**Problem.** An isolated step of height $a/2$ on GaAs(001) advances under As-rich conditions, so Ga supply limits growth. Ga adatoms diffuse isotropically ($D$), desorb after a lifetime $\tau$ ($x_s=\sqrt{D\tau}$), arrive at flux $F$, and attach instantaneously, from the lower terrace only. Find the threshold of the meandering instability (Bales and Zangwill, 1990), the fastest wavelength and its growth rate: (a) by hand, (b) exactly; (c) reconcile; (d) assess the assumptions.

Inputs: $a\approx0.565$ nm (approximate), area per Ga $\Omega=a^2/2$. Illustrative values: $T=973$ K, stiffness $\tilde\beta=0.10$ eV/nm, $x_s=200$ nm, equilibrium desorption rate $R_{eq}=\Omega F_{eq}=0.5$ ML/s with $F_{eq}=c_{eq}/\tau$, supersaturation $\sigma=\Delta F/F_{eq}=0.010$ with $\Delta F=F-F_{eq}$.

Conventions: the step lies at $z=\zeta(x,t)$, the lower terrace at $z>\zeta$. The curvature $\kappa\simeq-\zeta_{xx}$ is positive for a bulge into the lower terrace, and $\Gamma=\Omega\tilde\beta/k_BT$.

## (a) Estimate by hand

With $\Omega\approx0.16$ nm² and $k_BT\approx0.08$ eV, $\Gamma\approx0.2$ nm.

The step collects the net flux on a strip of width $x_s$, so $V_0=R_{eq}\sigma x_s=1.0$ nm/s.

The adatom density rises ahead of the step with gradient $G=\tau\Delta F/x_s$, and $\Omega DG=V_0$. A bulge of height $\epsilon$ and wavenumber $q$ pins the density near $c_{eq}$ where it would have been higher by $G\epsilon$. The disturbance relaxes over $1/q$, so the bulge gains a gradient $qG\epsilon$. Curvature raises the density at the tip by $c_{eq}\Gamma q^2\epsilon$ and costs $q\,c_{eq}\Gamma q^2\epsilon$. With $\Omega Dc_{eq}=R_{eq}x_s^2$,

$$\omega_{est}=q\,(V_0-R_{eq}x_s^2\Gamma q^2).$$

The maximum is at $q^2=\sigma/3\Gamma x_s$, where $\omega=\tfrac23V_0q$. This gives $q\approx0.009$ nm⁻¹, $\lambda\approx0.7$ µm, $\omega\approx0.006$ s⁻¹, an e-folding time near 3 min.

Bulges wider than $x_s$ cannot compete for the same adatoms, so instability needs the cutoff $q^2=\sigma/\Gamma x_s$ to exceed $1/x_s^2$. Hence $\sigma_c\sim\Gamma/x_s=0.001$.

## (b) Careful calculation

Quasi-static model:

$$D\nabla^2c-c/\tau+F=0,\qquad c|_\zeta=c_{eq}(1+\Gamma\kappa),\qquad V_n=\Omega D\,\partial_nc|_\zeta .$$

Straight step: $c_0=\tau F-\tau\Delta F\,e^{-z/x_s}$, so $c_0'(0)=G$ and $c_0''(0)=-G/x_s$.

Perturb with $\zeta=\epsilon e^{\omega t}\cos qx$ in the co-moving frame and $c_1=A\epsilon\,e^{\omega t}e^{-\Lambda z}\cos qx$, where $\Lambda=\sqrt{q^2+x_s^{-2}}$. The boundary condition at the displaced step gives $A+G=c_{eq}\Gamma q^2$. The velocity at the displaced step gives $\omega=\Omega D[c_0''(0)-\Lambda A]$:

$$\omega(q)=\Omega D\left[-\frac{\tau\Delta F}{x_s^2}+\Lambda\left(\frac{\tau\Delta F}{x_s}-c_{eq}\Gamma q^2\right)\right].$$

Let $k=qx_s$, $u=\Lambda x_s=\sqrt{1+k^2}$, $r=\sigma x_s/2\Gamma$, $\omega_0=R_{eq}\Gamma/x_s$, so $V_0=2r\omega_0x_s$. Then

$$\frac{\omega}{\omega_0}=u(2r+1-u^2)-2r=(u-1)\,[\,2r-u(u+1)\,].$$

$D$ has dropped out at fixed $x_s$ and $R_{eq}$.

**Threshold.** The bracket falls with $u\ge1$ and is largest at $u=1$, so growth requires $r>1$, that is $\Delta F/F_{eq}>\sigma_c=2\Gamma/x_s$. The band opens at $q=0$ and closes at $u_c=(\sqrt{1+8r}-1)/2$.

**Fastest mode.** $d\omega/du=0$ gives $u_m^2=(2r+1)/3$, so

$$k_m^2=\tfrac23(r-1),\qquad\omega_m=\omega_0(2u_m^3-2r)=\omega_0(u_m-1)^2(2u_m+1).$$

**Near threshold.** Expansion gives $\omega/\omega_0=(r-1)k^2-(\tfrac r4+\tfrac12)k^4+\dots$, with $k^4$ coefficient $\tfrac34$ at $r=1$. A tilted straight step keeps normal speed $V_0$, so $\zeta_t=V_0\sqrt{1+\zeta_x^2}$ supplies the leading nonlinearity. In the co-moving frame

$$\zeta_t=-(r-1)\omega_0x_s^2\,\zeta_{xx}-\tfrac34\omega_0x_s^4\,\zeta_{xxxx}+\tfrac12V_0\zeta_x^2 ,$$

the Kuramoto–Sivashinsky (KS) equation (Bena, Misbah and Valance, 1993). The terms balance for $k\sim(r-1)^{1/2}$ and $\zeta/x_s\sim r-1$; nonlinearities with more derivatives or higher powers are smaller by powers of $r-1$.

**Numbers** (intermediates carried unrounded). $\Omega=0.160$ nm², $k_BT=0.0838$ eV, $\Gamma=0.190$ nm, $\sigma_c=1.90\times10^{-3}$, $r=5.25$, $\omega_0=4.76\times10^{-4}$ s⁻¹. Then $u_m=1.958$, $k_m=1.684$, $\omega_m/\omega_0=4.52$, and $u_c=2.78$. The model gives

$$\lambda_m=2\pi x_s/k_m=0.75\ \mu\text{m},\qquad\omega_m=2.1\times10^{-3}\ \text{s}^{-1},$$

an e-folding time of 7.8 min, and stability below $\lambda_c=0.48$ µm. The KS form has the same $k_m$ but peak rate $(r-1)^2\omega_0/3=6.03\,\omega_0$, too high by a factor 1.34, because $r-1$ is not small here.

## (c) Why the two differ

The estimate is close on $\lambda$, a factor 2.8 high on $\omega$, and about a factor 2 low on $\sigma_c$. In reduced form it reads $\omega_{est}/\omega_0=k(2r-k^2)$. Repairing it one step at a time (third figures are bookkeeping):

| Step | $\lambda_m$ (µm) | $\omega_m$ ($10^{-3}$ s⁻¹) |
|---|---|---|
| Estimate, $\Gamma=0.2$ nm | 0.69 | 6.09 |
| Unrounded $\Gamma$ | 0.67 | 6.24 |
| Decay rate $q\to\Lambda$ | 0.75 | 7.15 |
| Add $\Omega Dc_0''(0)=-V_0/x_s$ | 0.75 | 2.15 |

1. **Rounding** is minor. Since $\lambda\propto\Gamma^{1/2}$ and $\omega\propto\Gamma^{-1/2}$ in the estimate, the factors are 0.976 and 1.025.

2. **Desorption shortens the decay length** from $1/q$ to $1/\Lambda$. Both the gain and the capillary cost grow by $u/k$, which is larger at small $k$, so the peak moves from $k^2=2r/3$ to $2(r-1)/3$. The wavelength grows by $\sqrt{r/(r-1)}=1.111$ and the rate by 1.146.

3. **The tip enters a weaker gradient.** $c_0'$ decays over $x_s$, so a displacement $\epsilon$ costs velocity $V_0\epsilon/x_s$. The rate $V_0/x_s=R_{eq}\sigma=5.00\times10^{-3}$ s⁻¹ is independent of $q$. It leaves $\lambda_m$ unchanged and removes 70% of the rate. With step 2 it enforces $\omega(0)=0$, as a rigid shift of the step requires.

The estimate is the limit $qx_s\gg1$, while here $k_m=1.684$. The relative correction to $\lambda$ falls as $1/2r$. That to $\omega$ is $2r/2k^3$ at $k^2=2r/3$, or $(3/2)^{3/2}r^{-1/2}$, which falls to 10% only at $r\approx3.4\times10^2$.

**Threshold.** At small $q$ the net gain is $G(\Lambda-1/x_s)\simeq Gx_sq^2/2$ and the cost is $c_{eq}\Gamma q^2/x_s$. Both are of order $q^2$, and the $\tfrac12$ from the square root doubles $\sigma_c$. The order-of-magnitude cutoff at $qx_s=1$ cannot supply it.

## (d) Neglected effects

**Small ones.** For an illustrative $D=10^6$ nm²/s the coverage is $R_{eq}x_s^2/D=0.02$. Adatoms swept up by the moving step change $\omega$ by this relative order, so two figures are supported at best. Taking the line energy equal to $\tilde\beta$, the classical island barrier is $\pi\tilde\beta\Gamma/\sigma\approx71\,k_BT$, so terraces stay free of islands.

**Neighbouring steps.** For terraces of width $\ell=Lx_s$, in-phase meander and a reflecting descending edge, $c_0=\tau F-\tau\Delta F\cosh[(\ell-z)/x_s]/\cosh L$. The same linearisation, with zero normal flux at $z=\zeta+\ell$, gives

$$\frac{\omega}{\omega_0}=2r\left[u\tanh uL\tanh L+\frac{1}{\cosh L\cosh uL}-1\right]-k^2u\tanh uL .$$

Its $k^2$ coefficient is $r\tanh^2L-\tanh L$, so $\sigma_c=2\Gamma/(x_s\tanh L)$. At $\ell=1$ µm (miscut 0.016°) the shift is below $10^{-4}$ in relative terms. With $\ell=(a/2)/\tan(\text{miscut})$, a 0.2° miscut has $\ell=81$ nm and $\sigma_c$ larger by 2.6. A 2° miscut has $\ell=8.1$ nm and $\sigma_c=0.047$, above the given $\sigma$.

**Attachment from above.** Let the upper terrace obey $-d\,\partial_zc=c-c_{eq}(1+\Gamma\kappa)$ at the step, with attachment length $d=\delta x_s$. There $c_0=\tau F-\tau\Delta F\,e^{z/x_s}/(1+\delta)$, the perturbation amplitude obeys $A(1+d\Lambda)=G+c_{eq}\Gamma q^2$, and the isolated step gains

$$\frac{\Delta\omega}{\omega_0}=\frac{2r}{1+\delta}-\frac{u(2r+k^2)}{1+\delta u}.$$

With $s=1/(1+\delta)$ the total $k^2$ coefficient is $(1+s)[r(1-s)-1]$, so the long-wave threshold becomes

$$\sigma_c=\frac{2\Gamma}{x_s}\left(1+\frac{x_s}{d}\right).$$

The hopping estimate is $d\approx a_s(e^{\Delta E/k_BT}-1)$ with $a_s=a/\sqrt2\approx0.40$ nm. One-sided feeding needs $d\gg x_s$, a step-edge barrier well above 0.52 eV. As typical knowledge, not a measurement, the Ehrlich–Schwoebel barrier on GaAs(001) is put at roughly 0.1–0.2 eV. For $\Delta E=0.15$ eV, $d=2.0$ nm and $\sigma_c=0.19$, about a hundred times the one-sided value.

The results $\lambda_m=0.75$ µm and $\omega_m=2.1\times10^{-3}$ s⁻¹ are therefore the one-sided isotropic model's, for illustrative inputs. The model overstates the instability of GaAs(001): with a typical barrier its threshold is too low by about two orders of magnitude, and the step at $\sigma=0.010$ lies below threshold.